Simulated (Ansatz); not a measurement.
Abstraction of Cl: CBrCl3 + SnCl3 → CBrCl2 + SnCl4

Species: CBrCl3 (bromotrichloromethane) `ClC(Cl)(Cl)Br`, singlet; SnCl3 `[Cl][Sn]([Cl])[Cl]`, doublet; CBrCl2 `Cl[C](Cl)Br`, doublet; SnCl4 (tin tetrachloride) `[Cl][Sn]([Cl])([Cl])[Cl]`, singlet. A radical takes Cl: the energy is the difference in strength between the C–Cl bond broken and the Sn–Cl bond made.

Shapes, held fixed at every level: PBE0-D4/def2-TZVP. Programs: Ansatz 0.2.0. Electronic energies: no zero-point or thermal term.

**Question.** Estimate ΔE of this reaction.

**Answer.** The highest level, CCSD(T)/def2-TZVPP, gives ΔE = -69.9 kJ/mol; the levels span -80.8 to -60.1. The column of differences is taken from that level and isn't an error. No measured value is set beside it here. Open shells run unrestricted. For atoms past krypton def2 sets carry core potentials with scalar relativity. Relativity is left out for Br. Outer-core shells of Br, Sn are correlated in most correlated rows, in sets that cover them unevenly.

```tsv
level	kind	ΔE (kJ/mol)	less CCSD(T)/def2-TZVPP
MP2/def2-SVP	perturbation theory	-62.1	+7.8
B3LYP-D4/def2-TZVPP	global hybrid	-60.1	+9.8
PBE0-D4/def2-TZVPP	global hybrid	-66.7	+3.2
r2SCAN0-D4/def2-TZVPP	global hybrid	-80.8	-10.9
wB97X-V/def2-TZVPP	range-separated hybrid	-74.8	-4.9
CCSD(T)/def2-SVP	coupled cluster or CI	-71.2	-1.3
CCSD/def2-SVP	coupled cluster or CI	-77.9	-8.0
CCSD(T)/def2-TZVPP	coupled cluster or CI	-69.9	0.0
```

Chlorine transfer from carbon to tin is clearly exothermic at every level, so the Sn–Cl bond made is stronger than the C–Cl bond broken. The likely reason lies at both ends. Tin is much more electropositive than carbon, which gives the new bond a large ionic contribution, while the C–Cl bond is weakened because the carbon radical left behind is stabilised by delocalisation into halogen lone pairs and by relief of crowding among the halogens.

The sign is secure, but the size is less so: the hybrids fall on both sides of the coupled-cluster value, from -60.1 to -80.8 kJ/mol. In the smaller basis, perturbative triples reduce the exothermicity from -77.9 to -71.2 kJ/mol, a larger change than enlarging the basis makes at CCSD(T), so the balance of correlation between the two bonds matters here. The result doesn't make chlorine abstraction the preferred reaction, since the weaker C–Br bond offers a competing site that would normally be attacked first.
